The second-order perturbation result, RMP2, looks too good. It puts the atomization energy of SiF₄, the energy needed to pull the molecule apart into one silicon and four fluorine atoms, only 46 kJ/mol below the measured value. Coupled-cluster theory with single and double excitations, RCCSD, is the more complete treatment and falls 189 kJ/mol short. Adding triple and quadruple excitations barely helps.

Neutral singlet SiF₄, computed with Ansatz 0.2.0 at the listed wave-function and density-functional levels in the 6-31G* basis, at the MP2(full)/6-31G* geometry. Electrons in the noble-gas cores are left uncorrelated in the correlated wave-function methods, and relativity is not included.

```
    level  computed less measured atomization energy (kJ/mol)  rough wall time (s)
      RHF                                              -675.1                  0.9
     RMP2                                               -46.4                  n/a
     CISD                                              -421.9                   40
    RCCSD                                              -189.0                  n/a
 RCCSD(T)                                              -169.3                    3
  BCCD(T)                                              -167.9                    3
   RCCSDT                                              -169.9                  n/a
RCCSDT(Q)                                              -166.4                   40
      PBE                                               -20.8                    1
     BLYP                                               -61.8                  0.8
   r2SCAN                                               -56.6                    2
     PBE0                                              -116.5                    1
    B3LYP                                              -101.5                    1
    BHLYP                                              -212.5                    2
  wB97M-V                                               -43.7                    4
   B2PLYP                                              -100.8                    2
  RPA-PBE                                              -371.0                    2
```

Four sizes are worth remembering for this molecule, whose atomization energy is about 2400 kJ/mol. Electron correlation up to double excitations adds nearly 500 kJ/mol to the Hartree–Fock value, RHF. Full triples, RCCSDT, add about 20, and a perturbative estimate of quadruples, the (Q) in RCCSDT(Q), adds 3 or 4. What then remains between theory and measurement is about 170 kJ/mol.

This sequence is the smooth pattern against which the other wave-function rows can be judged. Each further class of excitations changes the binding by much less than the one before, and the ladder settles on a plateau at −166 kJ/mol. Since the last step is so small, still higher excitations are very unlikely to close the gap to measurement. The plateau is, to within a few kJ/mol, what an accurate treatment of correlation gives in this small basis.

The remaining gap must then come mainly from the basis. It can fall short in two ways. Already at the Hartree–Fock level, bonding distorts the charge around silicon and fluorine, and a single set of d functions on each atom leaves little freedom to describe this; the free atoms need that freedom much less. Correlation suffers too. Two electrons that avoid each other at short range need functions of high angular momentum to describe the dip in their joint probability, and bonding brings more electrons into close company. These are arguments from theory; the table, with its one basis, neither tests them nor divides the gap between them, though for such polar bonds to silicon the Hartree–Fock part is expected to be the larger. Spin–orbit coupling in the free atoms, which is left out, would lower the computed values by a further 8 kJ/mol or so.

Seen from the plateau, RMP2 is not the best wave-function result but one that is off by 120 kJ/mol in the direction of too much binding. The total energies show where this excess arises. In the molecule, RCCSD finds only about 10 kJ/mol more correlation energy than RMP2. By subtraction, it finds about 152 kJ/mol more in the five separate atoms. In total energy RMP2 nearly matches RCCSD for the molecule but leaves the atoms too high, and so the energy between them comes out too large. The difference between the two parts, about 143 kJ/mol, is the excess over RCCSD. Triples and quadruples add some binding to the coupled-cluster result, which leaves RMP2 120 kJ/mol above the plateau.

Standard theory offers a reason for this imbalance. Second-order perturbation theory lets each pair of electrons respond as if the other pairs stood still. It tends to give too little correlation to two electrons that share an orbital and too much to electrons in different orbitals. When a fluorine atom fills the vacancy in its 2p shell by bonding, the number of pairs in neighbouring orbitals rises, and the excess there can make up for the deficit elsewhere. The silicon atom is expected to add to the atomic deficit, because its empty 3p orbital lies close to the filled 3s, a case that second order describes poorly. The totals fit this account, though they resolve neither individual atoms nor individual pairs.

The closeness of RMP2 to experiment is therefore a cancellation. The small basis binds the molecule too weakly, the perturbation theory binds it too strongly, and the two errors happen to be of similar size. A better basis would remove the first error and leave the second exposed.

Configuration interaction with single and double excitations, CISD, breaks the pattern in the opposite direction. It admits the same classes of excitation as RCCSD, yet it gives 233 kJ/mol less binding. The difference lies in what happens when two separate pairs of electrons are excited at the same moment. Coupled cluster includes such events as products of the two single-pair excitations, whereas CISD excludes them, because four electrons would then be excited in all.

This exclusion costs more the more pairs there are. A free atom has few valence electrons, so simultaneous excitations of two pairs matter little. SiF₄ has 32 correlated electrons, and pairs on different fluorine atoms ought to fluctuate almost independently. CISD accordingly loses 262 kJ/mol of correlation energy against RCCSD in the molecule but, by subtraction, only about 29 in the five atoms together. This is the familiar lack of size consistency: the energy of a whole does not keep pace with the sum of its parts.

Among the density functionals, binding weakens as exact exchange is added within one family, from PBE to PBE0 and from BLYP to BHLYP. The family matters too. PBE, BLYP and r2SCAN have no exact exchange and still differ by up to 41 kJ/mol, and wB97M-V contains exact exchange yet misses by only 44 kJ/mol, probably because its other terms were fitted together with it. The approximate exchange of BLYP imitates part of the correlation between electrons at opposite ends of a bond. Exact exchange does not, so replacing one by the other without strengthening the correlation term weakens the bonds. From BLYP, with no exact exchange, to BHLYP, with half, every 10 percent costs about 30 kJ/mol of binding. B3LYP, with 20 percent, lies about 21 kJ/mol above the straight line between them; its exchange and correlation terms also differ somewhat from those of the other two.

The double hybrid B2PLYP breaks this line clearly. With 53 percent exact exchange it should bind even less than BHLYP, but it lies about 121 kJ/mol above the extended line. Its distinguishing ingredient is that 27 percent of the LYP correlation is replaced by second-order perturbation theory. The size of the break can be estimated from other rows of the table. Let a be the share of exact exchange and D the computed less measured atomization energy in kJ/mol. The line through BLYP and BHLYP is

D(a) = −61.8 − 301.4 a

At a = 1 this gives −363.2, a rough estimate for full exact exchange with LYP correlation. RHF has full exact exchange and no correlation, so the difference between the two estimates what LYP contributes to the binding:

−363.2 − (−675.1) = 311.9

The same subtraction for RMP2 gives the contribution of second-order correlation:

−46.4 − (−675.1) = 628.7

On this estimate perturbation theory supplies up to twice as much binding as LYP, which describes mainly short-range correlation and in BLYP leaves part of the job to the approximate exchange. Replacing 27 percent of one by the other should raise the result by

0.27 × (628.7 − 311.9) ≈ 86

Taken at face value, this accounts for about 70 percent of the break. The B2PLYP row was not used to draw the line, and the only mixing shares that enter are those that define the functionals. The estimate does rely on extending a line drawn up to half exact exchange all the way to full exact exchange. The orbitals adjust as the share changes, more in the molecule than in the atoms, so the true curve is expected to bend upward and lie above the extended line. LYP then contributes more than estimated, the replacement gains less, and 70 percent is best read as an upper figure. The remainder, 35 kJ/mol or somewhat more, may come from the orbitals: those of a hybrid functional have smaller gaps between occupied and empty levels than Hartree–Fock orbitals, which makes the second-order term larger. That explanation is not tested here. The output printed after this text gives the line, the estimate and the comparison of molecule and atoms.

The lesson of RMP2 calls for caution with the functional that has the smallest miss of all. PBE comes within 21 kJ/mol of measurement, and a small miss in one basis can reflect errors that offset each other. Whether it does so here the table cannot say. PBE is known to bind molecules too strongly on average, but not every molecule, and its basis error need not be as large as that of the coupled-cluster plateau. The coupled-cluster plateau is a better guide to correlation treatment here, because its rungs agree with one another before any comparison with experiment is made.

This matters in the manufacture of electronic devices, where SiF₄ is the volatile product that carries silicon away during etching with fluorine. An error of 166 kJ/mol in its atomization energy amounts to about 40 kJ/mol for each Si–F bond. Reaction energies for etching computed in so small a basis can inherit much of that error, since Si–Si bonds are exchanged for Si–F bonds and the errors need not cancel.

One large break remains open. The random-phase approximation evaluated on PBE orbitals, RPA-PBE, lies 205 kJ/mol below the coupled-cluster plateau. The method is known to bind molecules too weakly, and its correlation energy is also known to converge slowly with the basis. Repeating RPA-PBE and RCCSD(T), the coupled-cluster method with perturbative triples, in a series of larger bases would show how much of this distance belongs to the method and how much to the basis.

Numerical output:

```
RCCSDT(Q) miss as share of the measured value, percent: -6.939
Step RHF to RCCSD, kJ/mol: 486.1
Step RCCSD to RCCSDT, kJ/mol: 19.1
Step RCCSDT to RCCSDT(Q), kJ/mol: 3.5
RMP2 above RCCSD, kJ/mol: 142.6
RMP2 above RCCSDT(Q), kJ/mol: 120
CISD below RCCSD, kJ/mol: 232.9
Molecule, CCSD correlation deeper than MP2, kJ/mol: 9.504
Five free atoms by subtraction, CCSD deeper than MP2, kJ/mol: 152.1
Molecule, CISD correlation short of CCSD, kJ/mol: 262
Five free atoms by subtraction, CISD short of CCSD, kJ/mol: 29.15
CISD share of the CCSD correlation in the molecule, percent: 87.08
Molecule, lowering by perturbative triples, kJ/mol: 34.52
Gain in binding by perturbative triples, kJ/mol: 19.7
RPA-PBE below RCCSDT(Q), kJ/mol: 204.6
Change per 10 percent exact exchange, BLYP to BHLYP, kJ/mol: -30.14
Change per 10 percent exact exchange, PBE to PBE0, kJ/mol: -38.28
B3LYP above the BLYP-BHLYP line, kJ/mol: 20.58
B2PLYP above the BLYP-BHLYP line, kJ/mol: 120.7
Binding share of LYP correlation from the extended line, kJ/mol: 311.9
Binding share of MP2 correlation, kJ/mol: 628.7
B2PLYP break predicted by swapping 27 percent LYP for MP2, kJ/mol: 85.54
B2PLYP break left unexplained, kJ/mol: 35.21
```
